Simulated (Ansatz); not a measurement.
Forms of Si4BN3: one energy to predict

Theory: DFT PBE, scalar-relativistic, plane waves, PAW (Ansatz). All cells share a 420 eV cutoff and Γ-centred k meshes spaced about 0.3 Å⁻¹ or finer (0.25 for metals, 2π included). No spin polarisation.

Temperature and zero-point effects are left out. Rows are sorted by volume; energies count from the lowest form computed. Coordination counts N atoms around B and Si (those within 1.25 times the shortest such distance or 1.15 times the sum of covalent radii, 1.27 where that leaves under three; a plus sign parts nearer from farther groups; the shortest distance is added where it exceeds 1.18 times the sum of covalent radii; a slash parts the counts of unlike sites).

```csv
row,form,source,atoms,coordination,V (Å³/atom),gap on mesh (eV),ΔE (meV/atom)
1,I-42m,invented,8,"Si 3, B 12 from 3.1 Å",10.4,0,104
2,P-43m,invented,8,"Si 3, B 12 from 3.1 Å",10.4,0,80
3,P3m1,invented,8,"Si 3/3+3 from 3.1 Å, B 1",12.1,0,?
4,Pmn2_1,invented,16,"Si 2/3, B 10 from 3.0 Å",13.4,0.85,2
5,P3m1,invented,8,"Si 3/3 from 3.5 Å, B 3",13.5,0,0
```

The cell of row 3:

Space group P3m1 (No. 156). a = 2.938 Å, b = 2.938 Å, c = 12.975 Å, α = 90.00°, β = 90.00°, γ = 120.00°
```csv
atom,site,symmetry,x,y,z
Si,1b,3m.,0.3333,0.6667,0.6759
Si,1c,3m.,0.6667,0.3333,0.0483
Si,1b,3m.,0.3333,0.6667,0.4925
Si,1c,3m.,0.6667,0.3333,0.2312
B,1a,3m.,0.0000,0.0000,0.3084
N,1c,3m.,0.6667,0.3333,0.7180
N,1b,3m.,0.3333,0.6667,0.0069
N,1a,3m.,0.0000,0.0000,0.4277
```

Q: How far above the lowest form does the open row lie?

A: 47 meV/atom, which puts it above row 4 and below row 2. The shortest distance is 1.55 Å (B–N) in row 3 and 1.58 Å (B–N) in the lowest form (row 5). Row 3 and the lowest form (row 5) both hold Si–Si pairs.

An observed structure of this formula, if there is one, may be missing.

No dispersion correction is applied, so the spacing and binding between layers, chains or molecules are poorly described (P3m1 at 13.5 Å³/atom, Pmn2_1, P3m1 at 12.1 Å³/atom), and this can change margins and order among such cells. Kohn–Sham gaps at this level usually fall short of measured ones. Cells relaxed within their symmetry can be saddle points. Some candidate types were left out of the draw beforehand, so a known form may be missing.

Row 3 lies 47 meV/atom above the lowest form, although its shortest B–N contact is slightly the shorter of the two. The number of such bonds probably matters more: boron in row 3 has one nitrogen neighbour and otherwise binds to silicon, whereas in row 5 it has three. Strong, polar B–N bonds thus replace weaker B–Si ones, while the surplus silicon is left to bind to itself. Row 4 breaks this pattern, since its boron has no nitrogen nearby and yet it lies only 2 meV/atom up, so B–N bonding alone can't set the order. Energy also falls as the cells open up, which may reflect less strained bonding or the missing dispersion attraction, which would favour the denser cells.

Rows 4 and 5 are effectively degenerate, so the calculation doesn't settle whether the preferred form is gapped or metallic. Nor does it show that any of these forms would survive against separation into boron nitride, silicon nitride and silicon.
